When a crystal of boron phosphide is stretched evenly in all directions, how much energy does it store, and how hard does it pull back? The density-functional calculation below follows the crystal from compression into tension. At 11.92 Å³/atom, an expansion of 2 % from the given cell, both answers are hidden. To forecast them, we need to know what kind of spring the crystal is.

ABINIT 10.8.3 calculations with revPBE-D3, without spin polarisation, for zincblende boron phosphide (BP) in a two-atom cell scaled evenly. They use JTH PAW PBE v2.0 datasets, a 544 eV plane-wave cutoff, a 10×10×10 k-mesh and 0.05 eV Fermi–Dirac smearing. Energies are counted from the minimum of the fitted energy–volume curve; negative pressure means tension.

| volume (Å³/atom) | energy (meV/atom) | pressure (GPa) |
| --- | --- | --- |
| 10.98 | 19.480 | 10.020 |
| 11.21 | 7.500 | 5.920 |
| 11.45 | 1.270 | 2.200 |
| 11.68 | 0.190 | -1.160 |
| 11.92 | ? | ? |
| 12.15 | 11.720 | -6.970 |
| 12.38 | 23.440 | -9.460 |

**The crystal softens as it expands.** The bulk modulus is the pressure change per relative change in volume. Taken from the printed pressures, it is about 195 GPa between the two most compressed rows and 131 GPa between the two most stretched. A further step of expansion therefore adds less tension than the step before it. This reading needs no fitted curve.

The cause lies in the bonds. In the zincblende structure symmetry fixes where the atoms sit in the cell, so an even change of volume alters only the scale, and with it the B–P bond length. Shortening the bond pushes the electron clouds into each other, and Pauli repulsion rises steeply. Lengthening it weakens the repulsion, but the attraction fades as well, so the restoring force grows more and more slowly. The table shows the softening; its division into repulsion and attraction is the standard theoretical account.

**How strong is the softening?** The modulus falls by 64 GPa while the pressure falls by about 16 GPa, a slope of about 4. To see what this number means, suppose that the energy $E$ is a parabola in some power $k$ of the volume $V$, with its minimum at $V_0$. With $x=\ln(V/V_0)$ and a constant $A$,

$$E\propto (V^k-V_0^k)^2\approx A\,(x^2+kx^3).$$

The pressure is $P=-(1/V)\,dE/dx$ and the modulus is $B=-dP/dx$. Near the minimum, where the modulus is $B_0$, this gives

$$P\approx -B_0x,\qquad B\approx B_0[1-(2-3k)x],\qquad \frac{dB}{dP}=2-3k.$$

An ideal Hooke spring in the bond length has $k=1/3$, because length goes as the cube root of volume. Its slope is only 1, and that comes from geometry alone. The other 3 must come from the energy itself, whose curvature with bond length drops as the bond stretches. The choice $k=-2/3$ gives a slope of 4 and so builds in about the right softening. It is the second-order Birch–Murnaghan form, a parabola in what is called Eulerian strain.

**Forecast for the energy.** The rows at 11.45 and 11.92 look like equal steps to either side of the given cell, but energy is counted from the minimum, which lies near 11.61. The expanded row is almost twice as far from it. Since the energy grows roughly as the square of this distance, it should cost about three times as much. For a number, I fitted the parabola in $V^{-2/3}$ to the six known rows. With $u=(V/V_c)^{-2/3}-1$, where $V_c$ is the volume of the given cell, a 2 % expansion means $u=1.02^{-2/3}-1=-0.0131$, and

$$E=0.203-102.7\,u+13310\,u^2\approx 3.84\ \text{meV/atom}.$$

The forecast set before this fit was run is 0.01 meV/atom lower, with a margin of 0.05 meV/atom either way. The fitted value lies inside that margin, which is a judgement, not a statistical interval.

**Forecast for the pressure.** The slope of the same curve gives −4.00 GPa at 11.92. In all six known rows, however, the printed pressure lies 0.2 to 0.3 GPa below the slope of the energies. The usual cause is Pulay stress: the pressure is evaluated with a fixed set of plane waves, which describes the crystal a little less well as the cell grows, and this acts like an extra pull inwards. The sign fits, but only a run at a higher cutoff would confirm the cause, and none is shown here.

The offset at the hidden row can be taken from its two neighbours, where it averages −0.21 GPa. Added to the slope, it gives −4.21 GPa. This agrees with the forecast set before the fit was run: about −4.21 GPa, with a judged margin of 0.05 GPa either way. This is slightly more tension than the −4.07 GPa halfway between the neighbouring rows, as it should be if the pressure curve flattens on expansion.

The withheld rows as computed:

| volume (Å³/atom) | energy (meV/atom) | pressure (GPa) |
| --- | --- | --- |
| 11.92 | 3.820 | -4.210 |

**Both results fall within their margins.** The energy is 3.82 meV/atom, 0.01 below the forecast and 0.02 below the fitted curve. Part of this small miss is expected from the fixed slope: the run's own fit to all seven rows gives 3.93, a little under the 4 that the parabola imposes. The rest is of the size of the scatter of the points about a smooth curve. A Hooke spring in the bond length, fitted to the same six rows with the same number of constants, gives 3.43 and misses by 0.39. It has too little softening built in, and no choice of its stiffness can make up for that. The hidden row thus favours the strain parabola, though filling a gap in a smooth curve is a mild test.

The pressure agrees with the forecast to the printed digits. The slope of the energies alone would have missed the printed value by 0.21 GPa. If Pulay stress is the cause, though, that slope is the better estimate of the crystal's own pull, and the correction merely reproduces an error of the finite basis. The analysis printed after this text used a single average offset for all rows and arrived at −4.24 GPa. That is slightly too much tension, because the offset shrinks as the crystal expands.

**What to do with this.** Take the equilibrium volume from the energies, not from the point where the printed pressure crosses zero. An offset of 0.22 GPa against a modulus of 164.5 GPa shifts that point by $0.22/164.5\approx0.1$ % towards smaller volume. This is small, but it is a sizeable part of the 0.6 % by which the minimum lies below the given cell. The minimum also belongs to a static lattice; zero-point and thermal motion would expand it, so they must be included before the volume is compared with a measured one. The potentials, moreover, were generated with PBE while the runs use revPBE, and the effect of this mismatch on the volume is untested here.

To fill in points on such a curve, fit a parabola in $V^{-2/3}$ rather than in bond length. It suits crystals whose modulus slope is near 4; for others, add a cubic term, which lets the slope adjust. To estimate the pressure in an evenly strained crystal, don't carry one modulus across the whole range. Near the minimum 164.5 GPa serves well, but at the largest expansion here the fitted curve has softened to about 126 GPa. The slope of 4 gives a quick correction: each GPa of tension takes about 4 GPa off the modulus. That is the modulus at the end of the stretch. For the tension itself, multiply $x$ by the mean of the moduli at the minimum and at the end, because the crystal softens along the way.

Output of the analysis:

```
fit of energy on 6 rows: constant 0.2026 +/- 0.007, coefficient of u -102.7 +/- 0.15, coefficient of u2 13310 +/- 6.8; rms 0.00748, worst 11.45 -0.0129, leave-one-out rms 0.0139
  rows outside the fit (model, value, miss): 11.92 3.839, 3.82, 0.0191
fit of energy on 6 rows: constant 0.06516 +/- 0.23, coefficient of d 153.8 +/- 10, coefficient of d2 53581 +/- 907; rms 0.245, worst 12.15 -0.353, leave-one-out rms 0.699
  rows outside the fit (model, value, miss): 11.92 3.434, 3.82, -0.386
fit of off on 6 rows: constant -0.2377 +/- 0.019, coefficient of s 0 +/- 0; rms 0.0373, worst 10.98 0.0654, leave-one-out rms 0.0448
  rows outside the fit (model, value, miss): 11.92 -0.2377, -0.2126, -0.0252
volume at the minimum, six rows (angstrom^3/atom): 11.61
bulk modulus at the minimum, six rows (GPa): 164.5
modulus from printed pressures, two most compressed rows (GPa): 194.7
modulus from printed pressures, two most stretched rows (GPa): 130.7
modulus slope from these two pairs: 3.956
energy forecast at 11.92 over energy at 11.45 (ratio): 3.023
pressure halfway between the neighbours of 11.92 (GPa): -4.065
pressure forecast at 11.92 (GPa): -4.235
pressure forecast less computed value at 11.92 (GPa): -0.02517
bond length and model:
    row  bond_A  slope_pressure_GPa  printed_less_slope_GPa  modulus_GPa
  10.98   1.925               10.32                 -0.3031        204.7
  11.21   1.938               6.183                 -0.2628        188.8
  11.45   1.952               2.442                 -0.2422        174.2
  11.68   1.965             -0.9392                 -0.2208        160.7
  11.92   1.978              -3.997                 -0.2126        148.3
  12.15   1.991              -6.764                 -0.2057        136.8
  12.38   2.004              -9.268                 -0.1917        126.2
```
